\paragraph{1. On the model and its conventions.}
Atomic units are used ($\hbar=1$). Lengths are measured in the oscillator length $\ell=(M\omega)^{-1/2}$ of the uncoupled $e$ mode and energies in $\omega$; conversion follows in note 11. In the complex electronic basis $|+\rangle,|-\rangle$,
\begin{equation}
H=-\tfrac12\nabla^2+\tfrac12\rho^2+\begin{pmatrix}0&W\\ W^*&0\end{pmatrix},\qquad
W=k\rho\,e^{i\phi}+g\rho^2e^{-2i\phi}=|W|e^{i\chi}.
\label{eq:H}
\end{equation}
Many authors write the quadratic term as $\tfrac12 g\rho^2$, and their $g$ is twice the one used here. Both constants are taken positive, since $\phi\to\phi+\pi$ together with a sign change of $|-\rangle$ reverses the sign of $g$ alone. The lower sheet is
\begin{equation}
V=\tfrac12\rho^2-\rho\sqrt{k^2+g^2\rho^2+2kg\rho\cos3\phi},
\label{eq:V}
\end{equation}
which is bounded below only for $g<\tfrac12$. Write $\epsilon=1-2g$.

\paragraph{2. On counting cones.}
The sheets touch where $W=0$: at $\rho=0$, and where $e^{3i\phi}=-g\rho/k$, that is at $\rho_c=k/g$, $\phi=\pi/3,\ \pi,\ 5\pi/3$. The lower eigenvector
\begin{equation}
u=\tfrac{1}{\sqrt2}\left(e^{i\chi/2},\,-e^{-i\chi/2}\right)^{T}
\label{eq:u}
\end{equation}
has $\langle u|\nabla u\rangle=0$, so the whole phase sits in its boundary condition: if $\chi$ advances by $2\pi n$ around a loop, $u$ returns as $(-1)^nu$, and the Berry phase is $\gamma=\pi n$ modulo $2\pi$. With $a=g\rho/k$, factor $W$ in two ways,
\begin{equation}
W=k\rho\,e^{i\phi}\left(1+a\,e^{-3i\phi}\right)=g\rho^2e^{-2i\phi}\left(1+a^{-1}e^{3i\phi}\right).
\end{equation}
For $a<1$ the first bracket has a positive real part and cannot wind, so $n=+1$; for $a>1$ the second bracket cannot wind, so $n=-2$. The same follows from integrating
\begin{equation}
\frac{\partial\chi}{\partial\phi}=\frac{1-2a^2-a\cos3\phi}{1+a^2+2a\cos3\phi}
\end{equation}
over a circle, which gives $2\pi$ or $-4\pi$. Hence $\gamma=\pi$ on circles with $\rho<k/g$ and $\gamma=0$ on circles with $\rho>k/g$. The first case is the sign change found for the linear problem by Longuet-Higgins, \"Opik, Pryce and Sack (1958); the four-cone topology was analysed by Zwanziger and Grant (1987).

The jump from $+1$ to $-2$ requires each outer cone to carry $n=-1$. With $z=X+iY=\rho e^{i\phi}$, $W=kz+g\bar z^2$, and near $z=-k/g$ one has $\delta W=k(\delta z-2\,\delta\bar z)=k(-\delta X+3i\,\delta Y)$. The map has Jacobian $-3k^2$, so it reverses orientation, and the cone is elliptical, with slope $k$ radially and $3k$ tangentially. A counterclockwise loop of any shape around the centre that encloses $N$ outer cones has $n=1-N$.

\paragraph{3. On why phase $\pi$ means E and phase $0$ means A.}
With $L=-i\partial_\phi$, the operator $J=L-\tfrac12\sigma_z$ commutes with the linear term, and the quadratic term changes it by $\mp3$. Both components of the vibronic function are single valued, so $J$ has half-odd eigenvalues $j$ for every $g$; what survives the warping is $j$ modulo 3, through $\mathcal R=e^{2\pi iJ/3}$. The molecular rotation is $C_3=-\mathcal R$, the sign being fixed by requiring the electronic factors $e^{\pm2\pi i/3}$ for $|\pm\rangle$. Thus $j=\pm\tfrac32$ (mod 3) are A levels and the remaining $j$ form E pairs.

Now apply $\mathcal R$ to an adiabatic state $\psi(\phi)u(\phi)$ with $\psi(\phi+2\pi/3)=e^{i\theta}\psi(\phi)$. It shifts $\phi$ by $2\pi/3$ and multiplies the components by $e^{\mp i\pi/3}$. Inside, $\chi$ advances by $2\pi/3$ per sector and $u$ is reproduced; outside, $\chi$ advances by $-4\pi/3$ and $u$ is reproduced with a minus sign. Therefore
\begin{equation}
C_3=-e^{i\theta},\ \ \theta\in\{\pm\tfrac{\pi}{3},\pi\}\ \ \text{(inside)};\qquad
C_3=+e^{i\theta},\ \ \theta\in\{0,\pm\tfrac{2\pi}{3}\}\ \ \text{(outside)}.
\label{eq:C3}
\end{equation}
The lowest band of a one-dimensional periodic problem rises monotonically with $|\theta|$. Motion confined to an inner ring therefore has the pair $\theta=\pm\pi/3$ lowest, an E level with $j=\pm\tfrac12$. Motion confined to an outer ring has $\theta=0$ lowest, an A level. There the nuclear factor $\psi\sim e^{im\phi}$ has integer $m$, while the exact label is $j=m+\tfrac32$ (mod 3). An E to A change of ground state is thus a true crossing of two symmetry blocks. The singlet is $A_1'$ of $D_{3h}$ if the electronic state at the $C_{2v}$ minima is $A_1$, and $A_2'$ if it is $B_2$.

One consequence deserves emphasis: monotonicity holds for any height of the barriers on the ring. Warping alone never inverts the order; only a change in the class of the loop does.

\paragraph{4. On which loop the nuclei use.}
The rule for circles is often applied to the circle through the minima, which is the wrong loop. Along $\cos3\phi=1$, $V=\tfrac12\epsilon\rho^2-k\rho$. Along $\cos3\phi=-1$, $V=\tfrac12(1+2g)\rho^2-k\rho$ for $\rho<\rho_c$ and $V=\tfrac12\epsilon\rho^2+k\rho$ for $\rho>\rho_c$. So
\begin{equation}
\rho_m=\frac{k}{1-2g},\quad E_{\rm JT}=\frac{k^2}{2(1-2g)},\quad
\rho_s=\frac{k}{1+2g},\quad \Delta=E_{\rm JT}\,\frac{4g}{1+2g},
\end{equation}
for the minima, their depth below the central cone, the saddles and the barrier. The outer branch rises monotonically, so these rays carry no saddle beyond the cones. All shape ratios depend on the single number $r=\Delta/E_{\rm JT}<1$:
\begin{equation}
g=\frac{r}{4-2r},\qquad \frac{\rho_s}{\rho_m}=1-r,\qquad \frac{\rho_c}{\rho_s}=\frac4r,\qquad
x_c\equiv\frac{\rho_c}{\rho_m}=\frac{\epsilon}{g}=\frac{4(1-r)}{r}.
\label{eq:r}
\end{equation}
The saddle always lies within the inner quarter of the cone radius, and the minimum-energy path through the three minima and three saddles has $N=0$ and $\gamma=\pi$ for every stable $g$. The circle through the minima passes outside the cones once $r>\tfrac45$ ($g>\tfrac13$), and the straight chord between two minima, which crosses the barrier ray at $\rho_m/2$, does so once $r>\tfrac89$ ($g>\tfrac25$). Neither is a criterion for the ground state. The outer cones have $V=k^2/2g^2$, a height
\begin{equation}
h_c=E_{\rm JT}\left(1+\frac{x_c}{g}\right)
\label{eq:hc}
\end{equation}
above the minima, always higher than the central cone.

\paragraph{5. On the two tunnelling amplitudes.}
For deep wells, a hop between neighbouring minima can pass inside the intervening cone, with amplitude $t_{\rm in}>0$, or outside it, with $t_{\rm out}>0$. The two routes together encircle one cone, so they enter with opposite sign. In the gauge \eqref{eq:u} continued along the inner route, with the sign change placed on the last link,
\begin{equation}
H_3=-(t_{\rm in}-t_{\rm out})\begin{pmatrix}0&1&-1\\1&0&1\\-1&1&0\end{pmatrix},\qquad
E_A-E_E=3\,(t_{\rm in}-t_{\rm out}),
\label{eq:H3}
\end{equation}
because the matrix has eigenvalues $1,1,-2$. The A ground state needs $t_{\rm out}>t_{\rm in}$, a dynamical condition and not a comparison of $\rho_m$ with $k/g$.

\paragraph{6. On bounding the competition.}
Semiclassically $t\propto e^{-S}$ with $S=\int\sqrt{2(V-V_{\min})}\,ds$ minimised within each class of path. Put $\rho=x\rho_m$. Then $S=S_0\int p\,ds_x$, with
\begin{equation}
S_0=\frac{k^2}{\epsilon^{3/2}}=\frac{2E_{\rm JT}}{\sqrt\epsilon},\qquad
p^2=1+\frac{x^2}{\epsilon}-\frac{2x}{\epsilon}\sqrt{\epsilon^2+g^2x^2+2\epsilon gx\cos3\phi}.
\end{equation}
The square root lies between $|\epsilon-gx|$ and $\epsilon+gx$. The upper value gives $p\ge|1-x|$, and the fact that the root is at least $gx-\epsilon$ gives $p\le1+x$, everywhere.

Case $x_c>1$. An outer path must go from $x=1$ to $x\ge x_c$ and back, and $ds_x\ge|dx|$, so $S_{\rm out}\ge S_0(x_c-1)^2$. The arc $x=1$, of length $2\pi/3$, is an inner path, and on it $p^2\le4g/\epsilon=4/x_c$. Hence
\begin{equation}
S_{\rm in}\le\frac{4\pi}{3}\frac{S_0}{\sqrt{x_c}},\qquad S_{\rm out}\ge S_0\,(x_c-1)^2 .
\label{eq:bounds}
\end{equation}
The inner route certainly has the smaller action when $(x_c-1)^2\sqrt{x_c}>4\pi/3$, which means $x_c>2.61$, $g<0.217$, $r<0.605$.

Case $x_c\ll1$. A path that crosses a barrier ray inside a cone must reach $x\le x_c$, so $S_{\rm in}\ge S_0(1-x_c)^2$. An outer trial path runs radially down one valley to $x_0$, where $p=1-x$, along the chord of length $\sqrt3x_0$, where $p\le1+x_0$, and up the next valley. It passes outside if $x_0/2>x_c$, and $S_{\rm out}/S_0\le(1-x_0)^2+\sqrt3x_0(1+x_0)$. This is smallest at $x_0=(2-\sqrt3)/(2+2\sqrt3)=0.0490$, where it equals $0.99343$. The outer route then certainly has the smaller action for $x_c<0.0033$, or $r>0.9992$. The mechanism is corner cutting: two radial pieces of length $x_0$ are replaced by a chord of length $\sqrt3x_0$.

So for deep wells both orderings occur within the model \eqref{eq:H}, and the crossing lies somewhere in $0.605<r<0.9992$. The bounds are loose and cannot place it; that takes a numerical solution of \eqref{eq:H}. A nondegenerate ground state at strong quadratic coupling was reported by Koizumi and Bersuker (1999). The bounds concern exponents at large $S_0$. They omit the zero-point energy and the diagonal correction $\tfrac18|\nabla\chi|^2$, which is repulsive near every cone and the same for E and A levels.

\paragraph{7. On the inputs.}
The table uses approximate, rounded model inputs for the $^2E'$ ground states of three metal trimers: the frequency $\omega$, $E_{\rm JT}$, $\Delta$, the atomic mass $M$ and the side $d$ of the equilateral reference triangle. The whole barrier is assigned to $g$. Columns I and II are hypothetical: Cu$_3$ with $\omega$, $E_{\rm JT}$, $M$, $d$ held fixed and only the barrier raised. From \eqref{eq:r} one gets $g$, and $k^2=2\epsilon E_{\rm JT}/\omega$ when $E_{\rm JT}$ and $\omega$ are in the same unit. Entries are computed from the inputs without intermediate rounding; the third figure serves to follow the arithmetic, as the inputs carry two.

\begin{center}
\begin{tabular}{lccccc}
\hline
 & Li$_3$ & Na$_3$ & Cu$_3$ & I & II\\
\hline
$\omega$ (cm$^{-1}$) & 280 & 90 & 140 & 140 & 140\\
$E_{\rm JT}$ (cm$^{-1}$) & 500 & 790 & 300 & 300 & 300\\
$\Delta$ (cm$^{-1}$) & 70 & 200 & 110 & 240 & 285\\
$M$ (u) & 7 & 23 & 63 & 63 & 63\\
$d$ (\AA) & 2.9 & 3.4 & 2.4 & 2.4 & 2.4\\
\hline
$r$ & 0.140 & 0.253 & 0.367 & 0.800 & 0.950\\
$g$ & 0.0376 & 0.0725 & 0.112 & 0.333 & 0.452\\
$k$ & 1.82 & 3.87 & 1.82 & 1.20 & 0.639\\
$\rho_s$ & 1.69 & 3.38 & 1.49 & 0.717 & 0.335\\
$\rho_m$ & 1.97 & 4.53 & 2.35 & 3.59 & 6.71\\
$\rho_c$ & 48.3 & 53.5 & 16.2 & 3.59 & 1.41\\
$x_c$ & 24.6 & 11.8 & 6.91 & 1.00 & 0.211\\
$h_c/E_{\rm JT}$ & 654 & 164 & 62.6 & 4.00 & 1.47\\
$\gamma$, circle at $\rho_m$ & $\pi$ & $\pi$ & $\pi$ & undefined & 0\\
$\gamma$, path over saddles & $\pi$ & $\pi$ & $\pi$ & $\pi$ & $\pi$\\
\hline
\end{tabular}
\end{center}

\paragraph{8. On the trend in the geometry.}
The linear constant $k$ sets the overall size of the pattern and drops out of every ratio. Li$_3$ and Cu$_3$ have the same $k$ to three figures with these inputs, yet their cone radii differ threefold, because $\rho_c\propto1/g$. Na$_3$ has the largest barrier of the three molecules in cm$^{-1}$ but a smaller $r$ than Cu$_3$, and its cones are relatively farther out. Among the molecules Cu$_3$ is the most strongly warped in the sense that matters here, $r$, and even there the cones are about seven times as far out as the minima. Two factors combine in $x_c=\epsilon/g$: the cones move inward as $1/g$, and the minima move outward as $1/\epsilon$. The height \eqref{eq:hc} carries a further $1/g$, so $h_c/E_{\rm JT}\approx16/r^2$ at small $r$, and it approaches 1 only as $r\to1$. In column II the two loops disagree, which is exactly the situation where note 5 is needed.

\paragraph{9. On the trend in the dynamics.}
Two scales describe the angular motion. The pseudorotation constant at the minimum is $B=1/2\rho_m^2$, or $\omega^2\epsilon/4E_{\rm JT}$ in ordinary units. The angular curvature of \eqref{eq:V} at $\phi=0$ is $9kg\rho^2/(k+g\rho)$, which at $\rho_m$ gives the local frequency
\begin{equation}
\omega_\phi=\omega\sqrt{\frac{9g\,\epsilon}{1-g}} .
\end{equation}
The ratio $\omega_\phi/2\Delta$ compares the angular zero-point energy with the barrier.

\begin{center}
\begin{tabular}{lccccc}
\hline
 & Li$_3$ & Na$_3$ & Cu$_3$ & I & II\\
\hline
$B$ (cm$^{-1}$) & 36.2 & 2.19 & 12.7 & 5.44 & 1.56\\
$\omega_\phi/2\Delta$ & 1.14 & 0.17 & 0.60 & 0.36 & 0.21\\
$S_0$ & 3.71 & 19.0 & 4.87 & 7.42 & 13.9\\
upper bound on $S_{\rm in}$ & 3.1 & 23 & 7.8 & -- & --\\
lower bound on $S_{\rm out}$ & $2.1\times10^3$ & $2.2\times10^3$ & 170 & -- & --\\
lowest level & E & E & E & open & open\\
$Q_m$ (\AA) & 0.258 & 0.578 & 0.145 & 0.222 & 0.415\\
$Q_c$ (\AA) & 6.33 & 6.82 & 1.00 & 0.222 & 0.0873\\
$Q_c/d$ & 2.2 & 2.0 & 0.42 & 0.092 & 0.036\\
\hline
\end{tabular}
\end{center}

Li$_3$ is a hindered rotor: the angular zero point exceeds the barrier. On a ring of fixed radius the unwarped levels are $Bj^2$, and the term $-\tfrac12\Delta\cos3\phi$ couples $j=\pm\tfrac32$ with element $-\Delta/4$, so to first order the two A levels lie at $2B\mp\Delta/4$ above the E level, with $2B=72$ cm$^{-1}$ and $\Delta/4=17.5$ cm$^{-1}$. This shows the pattern only: $1/2\rho^2$ grows by $(1-r)^{-2}=1.35$ from minimum to saddle. Na$_3$ is the tunnelling limit, where \eqref{eq:H3} applies and the E level lies a small $3t_{\rm in}$ below A. Cu$_3$ is intermediate. Its angular zero point is 0.60 of the barrier, $1/2\rho^2$ varies by a factor 2.49 along the trough, and the radial zero point rises by $\tfrac12\omega(\sqrt{1+2g}-\sqrt{1-2g})=16$ cm$^{-1}$ at the saddle. Neither the rotor formula nor the tunnelling formula then gives the E--A gap, and $j$ is useful only modulo 3. The order of the levels needs neither formula. By \eqref{eq:bounds} the outer route costs an action of at least 170 against at most 7.8, so it is absent, the motion circles the central cone alone, and \eqref{eq:C3} puts E lowest. Strong warping in Cu$_3$ compresses the E--A gap without reversing it. Columns I and II fall inside the window $0.605<r<0.9992$ and are marked open.

\paragraph{10. On what the model leaves out.}
A cubic term $\propto\rho^3\cos3\phi$ on the diagonal of \eqref{eq:H} also warps the trough, but it does not change $W$ and creates no cones. If a fraction of the barrier comes from it, the $g$ inferred from $r$ changes by about that fraction, to first order in small $r$, and $\rho_c$ changes inversely. A barrier height alone therefore does not locate the outer cones.

Spin--orbit coupling adds $\tfrac12\lambda\sigma_z$ for one spin projection and the opposite sign for the other. The lower state becomes $(\sin\tfrac\vartheta2\,e^{i\chi},-\cos\tfrac\vartheta2)^T$ with $\cos\vartheta=\tfrac12\lambda/\sqrt{|W|^2+\lambda^2/4}$, and $\gamma=i\oint\langle u|du\rangle=-\oint\sin^2\tfrac\vartheta2\,d\chi$. For $g=0$ on the trough, where $|W|=2E_{\rm JT}$, this is $-\pi(1-\cos\vartheta)$. An illustrative $\lambda=30$ cm$^{-1}$ with $E_{\rm JT}=300$ cm$^{-1}$ gives $\cos\vartheta=0.025$: the phase is no longer quantised but stays close to $\pi$.

\paragraph{11. On conversion, and on whether the outer cones exist.}
Place the atoms at complex positions
\begin{equation}
z_n=\frac{d}{\sqrt3}\,w^{n}+\frac{Q}{\sqrt3}\,e^{i\alpha}w^{-n},\qquad w=e^{2\pi i/3},\quad n=0,1,2 .
\end{equation}
The kinetic energy is $\tfrac12M(\dot Q^2+Q^2\dot\alpha^2)$, so the mode mass is the atomic mass, $Q=\rho\ell$, and $\alpha$ equals $\phi$ up to sign and origin. The signed area of the triangle is $\tfrac{\sqrt3}{4}(d^2-Q^2)$: the molecule is linear at $Q=d$, and each side vector is the sum of a vector of length $d$ and one of length $Q$. The expansion parameter of \eqref{eq:H} is therefore $Q/d$.

For Cu$_3$, $\omega=6.38\times10^{-4}\,E_h$, $M=1.148\times10^{5}\,m_e$ and $\ell=0.117\,a_0$; for Li$_3$ and Na$_3$, $\ell=0.248\,a_0$ and $0.241\,a_0$. The Cu$_3$ force constant is $M\omega^2=0.0467\,E_h/a_0^2$, the linear coupling $k\omega/\ell=9.95\times10^{-3}\,E_h/a_0$, and the quadratic coupling $gM\omega^2=5.25\times10^{-3}\,E_h/a_0^2$. The ratio of the last two is $Q_c=1.90\,a_0$, about 1.0~\AA, and $h_c=0.086\,E_h=2.3$ eV.

The last row of the second table decides how literally to read $k/g$. For Li$_3$ and Na$_3$ the nominal cones lie at about twice the distortion that already makes the molecule linear, so they are an artefact of extrapolation. For Cu$_3$ they lie at $Q/d=0.42$, where cubic terms in $W$ are expected to be smaller than the quadratic ones only by a factor of that order, and the cancellation $W=0$ can shift a long way or disappear. None of this touches the phase on the trough, which depends only on $W$ having no zero other than the central one inside the region the nuclei visit. In columns I and II the cones are at distortions below a tenth of $d$, where the quadratic form is credible; they reach that position because, at fixed $E_{\rm JT}$, $k\propto\sqrt{\epsilon}$ falls while $g$ rises.